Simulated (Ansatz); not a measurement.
HfC: the change of pressure and energy less free atoms with volume per atom

All results are calculated (Ansatz 0.2.0). Periodic Kohn-Sham DFT of a crystal at fixed atoms; pressure and stress are positive in compression; the energy is the free energy less that of spherical unpolarised free atoms; site moments are those in the method's own spheres, positive along +z.

Cell of the first row (space group Fm-3m, No. 225):
```
cell vectors (Å)
   0.0000     2.2775     2.2775
   2.2775     0.0000     2.2775
   2.2775     2.2775     0.0000
atoms (fractions of the cell vectors)
Hf  0.50000  0.50000  0.50000
C   0.00000  0.00000  0.00000
```

Settings of every row: method all-electron LAPW; functional LDA; relativity scalar; k mesh 12x12x12; filling fermi-dirac; smearing width 0.05 eV; basis error target 0.25 meV/atom; nucleus gaussian.

Atom start moment: 0 on all atoms.

Limits: no spin-orbit coupling on heavy atoms.

| row | volume per atom (Å³) | pressure (GPa) | energy less free atoms (eV/atom) |
| --- | --- | --- | --- |
| 1 | 11.814 | 3.27 | -10.1551 |
| 2 | 12.065 | -2.272 | -10.1558 |
| 3 | 12.317 | -7.271 | -10.1483 |
| 4 | 12.442 | -9.582 | -10.1417 |
| 5 | 12.568 | ? | ? |
| 6 | 12.694 | -13.86 | -10.1232 |
| 7 | 12.819 | -15.838 | -10.1116 |
| 8 | 13.071 | -19.496 | -10.0838 |
| 9 | 13.322 | -22.79 | -10.0506 |

Question: what pressure and energy less free atoms should row 5 give?

Worked fit of pressure. Take u = (V_r/V)^(2/3) − 1 with V_r = 12.568 Å³ an atom, which is twice the finite (Eulerian) strain; such expansions in the strain, on which the Birch-Murnaghan equation of state is built, carry the rest volume and the bulk modulus. The shown rows have u = 0.04211, 0.0276, 0.01354, 0.00674, -0.00663, -0.0131, -0.02582, -0.0381. Least squares give pressure = −11.7771 + 321.274 × u + 851.61 × u² GPa; a straight line predicts inner rows, each left out in turn, worse (root mean square 0.43 against 0.011 GPa). The rows lie off it by 0.008, -0.011, 0.000, -0.009, 0.010, 0.002, 0.009, -0.009 (root mean square 0.0082 GPa). The pressure vanishes at u = 0.0337, or V = 11.96 Å³ an atom, and there the bulk modulus at fixed shape and fractions is B = −V dP/dV = (2/3)(1 + u) dP/du = 261 GPa. The withheld row has u = 0, so the fit gives −11.7771 + 321.274 × (0) + 851.61 × (0)² = -11.777 GPa.

The calculation gave -11.777 GPa. The fit meets it to the printed digit.

Worked fit of energy less free atoms. Take u = (V_r/V)^(2/3) − 1 with V_r = 12.568 Å³ an atom, which is twice the finite (Eulerian) strain; such expansions in the strain, on which the Birch-Murnaghan equation of state is built, carry the rest volume and the bulk modulus. The shown rows have u = 0.04211, 0.0276, 0.01354, 0.00674, -0.00663, -0.0131, -0.02582, -0.0381. Least squares give energy less free atoms = −10.1333 − 1.3853 × u + 20.606 × u² eV/atom; a straight line predicts inner rows, each left out in turn, worse (root mean square 0.011 against 2.4e-05 eV/atom). All shown rows lie on it to the printed digit. Its lowest point lies at u = 0.0336, or V = 11.96 Å³ an atom, and the curvature there gives the bulk modulus at fixed shape and fractions, B = (4/9)(1 + u)² E″(u)/V = 262 GPa. The withheld row has u = 0, so the fit gives −10.1333 − 1.3853 × (0) + 20.606 × (0)² = -10.1333 eV/atom.

The calculation gave -10.1333 eV/atom. The fit meets it to the printed digit.
